Why a deuterium atom pulls the ethane torsional path out of D3

Along the torsional path from the eclipsed saddle (D3h) to the staggered minimum (D3d), C2H6 has D3 symmetry. Its 18 vibrations span 4A1 + 2A2 + 6E, and the torsion is A1. The path stays in D3 because of two separate facts, one about the potential and one about the masses. Here the second is dropped.

1. The theorem, step by step

Let x hold the 24 Cartesian coordinates, and let P be an orthogonal 24×24 matrix that rotates or reflects the molecule and relabels nuclei of equal charge. The Born–Oppenheimer potential obeys V(Px) = V(x), so ∇V(Px) = P∇V(x). At a D3 geometry Px = x for all six operations, so P∇V = ∇V: the gradient is pure A1. A point stationary in the four A1 coordinates is stationary in all 18.

Steepest descent in mass-weighted coordinates q = M^(1/2)x, dq/dt = −∇_q V, reads in Cartesians

M dx/dt = −∇V,

where t is a path parameter, not time.

Predict: x(t) solves this equation. What must hold for Px(t) to solve it too?

Apply P: PM dx/dt = −∇V(Px). This is the equation for Px(t) if PM = MP, that is, if P exchanges only equal masses. Then, for smooth V, uniqueness says that x(t) and Px(t) agree at every t if they agree at one, forwards and backwards. Symmetry is neither lost nor gained at finite t. Stationary points are reached only as t → ±∞, which is how D3 can rise to D3h and D3d at the ends. This is the theorem of Pechukas (1976).

Predict: replace one H by D. Which half survives?

V does not depend on masses, so the gradient is still A1 at every D3 arrangement, and the stationary points and the barrier do not change. But PM ≠ MP, and M⁻¹∇V is no longer A1. In CH2D–CH3 only the identity respects the masses along the path.

2. A model with the angles alone

Fix the bond lengths, take tetrahedral angles, and describe each hydrogen of the substituted methyl group by its azimuth φi about the C–C axis and its angle βi = ∠HCC. Atom 1 is D, with mass μ in units of mH; atoms 2 and 3 follow at 120° and 240°. The distance from the axis is ρ = (√8/3)r, with r the C–H length, and I0 = mHρ². Let τ be the mean azimuth of this group minus that of the other, with τ = 0 staggered:

Vt = ½V3(1 − cos 3τ), V′ = (3/2)V3 sin 3τ, V″ = (9/2)V3 cos 3τ.

The offset of D from the bisecting plane of its two neighbours is

u = δφ1 − ½(δφ2 + δφ3).

It vanishes in D3 and belongs to E. It couples to w = δβ2 = −δβ3. From cos αij = cos βi cos βj + sin βi sin βj cos(φj − φi) at the tetrahedral geometry,

δαij = −½(δβi + δβj) + c(δφj − δφi), c = √(2/3),

for (i, j) = (1,2), (2,3), (3,1). So δα31 = −δα12 = cu + w/2 and δα23 = 0. With bending constants kα (HCH) and kβ (HCC), each entering as ½kδ²,

Vs = kα(cu + w/2)² + kβw².

Minimising over w gives w = −γu and Vs = ½Ku², with

γ = 2c kα/(kα + 4kβ), K = (16/3) kαkβ/(kα + 4kβ).

3. The first correction

Hold the C–C axis fixed for now. In internal coordinates the flow runs through the Wilson G matrix: du/dt = −Guτ V′ − Guu Ku.

Predict: what is Guτ for μ = 1, and why?

It is zero, because an invariant matrix cannot connect A1 with E. For general μ use ∂u/∂φ = (1, −½, −½), ∂τ/∂φ = (⅓, ⅓, ⅓) and moments (μ, 1, 1)I0:

Guτ = (1/μ − 1)/(3I0), Guu = (1/μ + ½)/I0.

The bend relaxes much faster than the torsion advances, so set du/dt ≈ 0:

u0 = −(Guτ/Guu) V′/K = [2(μ − 1)/(3(μ + 2))] V′/K, which is V′/(6K) for μ = 2.

Predict the sign in words before reading on.

For V′ > 0 the group turns towards smaller φ and u0 > 0: the deuterium trails. The flow demands a force mi vi on each atom, with vi = dxi/dt. In a rigid turn D needs twice the force of an H, the torsional potential pushes all three equally, and the bent angles supply the difference. The distortion is proportional to the gradient, so it vanishes at both ends and peaks at τ = 30°.

4. Numbers, first pass

Take typical inputs: V3 ≈ 2.9 kcal/mol, kα ≈ 0.54 and kβ ≈ 0.65 mdyn Å/rad², r ≈ 1.09 Å, C–C ≈ 1.53 Å, and masses 1, 2 and 12 amu. Then γ = 0.281 and K = 0.596 mdyn Å/rad² = 85.8 kcal/(mol rad²). The largest torque is V′ = 4.35 kcal/(mol rad), which gives u0 = 0.48° and a strain energy ½Ku0² = 0.003 kcal/mol.

5. Releasing the axis

Predict: the flow keeps Σ mi vi = 0 and Σ mi xi × vi = 0. Does the turning CH2D group respect this with the axis fixed?

It does not. Treat the molecule as C2H6 plus one extra unit mass at D, at (ρ, 0, z0) from the C–C midpoint, with z0 = ½(C–C) + h and h = r/3. If D moves along y with velocity p, the extra mass carries momentum p (mH = 1). The C2H6 frame, of mass Mt = 30 and transverse moment Ix, answers with a translation −p/Mt and a tilt rate ω = p z0/Ix about x. At height z0 the two add a y velocity −ηp, where

η = 1/Mt + z0²/Ix.

Let Ω be the turning rate of the group. Then p = ρΩ − ηp, and the torque balance 3ρ²Ω + ρp = −V′ gives ρp = −V′/(4 + 3η).

The generalised force that the strained angles must supply on a coordinate s is Qs = Σ mi vi·∂xi/∂s = −∂Vs/∂s, taken with the carbons held. For u the tangential displacements are ρ(⅔, −⅓, −⅓), whose y components add to ρ. The uniform turn drops out, the extra mass gives ⅔ρp and the recoil gives −ηρp, so Qu = ρp(⅔ − η). For w the y recoil gives √3 ηhp, and the tilt, which moves atoms 2 and 3 along ±z, gives √3 ωρ². Hence Qw = ρpσ with

σ = √3(ηh + z0ρ²/Ix)/ρ.

The compliances of Vs are Cuu = 1/K and Cuw = −γ/K, so u = −(Qu − γQw)/K, or

u = f V′/K, f = (⅔ − η − γσ)/(4 + 3η).

For η = σ = 0 this returns f = 1/6. The geometry gives ρ = 1.028 Å, h = 0.363 Å, z0 = 1.128 Å and Ix = 24.9 amu Å², so η = 0.0846, σ = 0.133 and f = 0.128. Recoil removes 23 per cent, and the peak offset becomes 0.37°. The CH3 end distorts too, driven by the recoil terms alone.

6. What is still left out

The bend lags behind u0. With the axis fixed and μ = 2, the effective moments are 1/Guu = I0 for u and 2mHr² = (9/4)I0 for w, and dτ/dt = −(1/4 + 1/3)V′/I0 = −(7/12)V′/I0. Treating these drags as extra forces gives u = u0 − (1 + 9γ²/4)(I0/K) du0/dt, or

u = u0(1 + ε), ε = (7/12)(1 + 9γ²/4) V″/K.

With |V″| ≤ 13.05 kcal/(mol rad²), ε runs from −0.10 at the saddle through zero at τ = 30° to +0.10 at the minimum.

Predict: in which direction does the path leave the saddle?

It leaves along the unstable normal mode of CH2D–CH3, which cannot be the pure a1″ torsion of D3h. The formula gives du/dτ = (V″/6K)(1 + ε) = −0.0227 there, and diagonalising the mass-weighted Hessian of the same fixed-axis model gives −0.0230.

If Vt is spread over nine equal dihedral terms, K gains (2/9)V″, at most 3 per cent and nothing at the peak. The diagonal Born–Oppenheimer correction makes V itself depend on mass, at relative order me/mp ≈ 5×10⁻⁴. That suggests angle shifts of the order of hundredths of a degree, which would persist at the stationary points. The tetrahedral geometry and the diagonal force field limit the result to one figure: in this model the steepest-descent path of CH2D–CH3 leaves D3 by about 0.4° in the azimuth of D halfway down, and returns to the symmetric arrangement at both ends.